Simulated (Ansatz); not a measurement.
## NiO: pressure against volume per atom

Results calculated with Ansatz 0.2.0, not measured. Periodic Kohn-Sham DFT of a crystal at fixed atoms; pressure and stress are positive in compression; the energy is the free energy less that of spherical unpolarised free atoms; site moments are those in the method's own spheres, positive along +z.

Cell of the first row (space group Fm-3m, No. 225):
```
NiO
1.0
      0.0000     2.0658     2.0658
      2.0658     0.0000     2.0658
      2.0658     2.0658     0.0000
Ni O
1 1
Direct
  0.00000 0.00000 0.00000
  0.50000 0.50000 0.50000
```

Settings of every row: method frozen-core PAW; functional PBE; relativity scalar; k mesh 16x16x16; filling fermi-dirac; smearing width 0.03 eV; wave cutoff 420 eV; paw set soft_2.

Atom:
```csv
element,start moment (bohr magneton)
Ni,1.5
O,0
```

Limits: semilocal functional can close the gap of open d or f salts; with one magnetic atom in the cell only parallel moments are possible.

```csv
row,volume per atom (Å³),pressure (GPa),cell moment (bohr magneton)
1,8.816,11.418,1.64
2,9.092,5.359,1.737
3,9.374,0.001,1.815
4,9.655,-4.686,1.872
5,9.936,?,?
```

Question: what pressure should row 5 give?

Worked fit of pressure. Take u = (V_r/V)^(2/3) − 1 with V_r = 9.233 Å³ an atom, which is twice the finite (Eulerian) strain; such expansions in the strain, on which the Birch-Murnaghan equation of state is built, carry the rest volume and the bulk modulus. The shown rows have u = 0.03129, 0.01031, -0.01005, -0.02936. Least squares give pressure = 2.5863 + 264.28 × u + 570.29 × u² GPa; a straight line predicts inner rows, each left out in turn, worse (root mean square 0.33 against 0.029 GPa). The rows lie off it by 0.004, -0.013, 0.013, -0.005 (root mean square 0.0097 GPa). The pressure vanishes at u = -0.0100, or V = 9.373 Å³ an atom, and there the bulk modulus at fixed shape and fractions is B = −V dP/dV = (2/3)(1 + u) dP/du = 167 GPa. The withheld row has u = -0.04774, so the fit gives 2.5863 + 264.28 × (-0.04774) + 570.29 × (-0.04774)² = -8.731 GPa.

The calculation gave -8.801 GPa. The fit lies 0.070 GPa (0.35 % of the column's range) above it; its largest miss of a shown row is 0.013 GPa. This row lies beyond the range of the fit.

The other values of row 5: cell moment 1.913 bohr magneton.
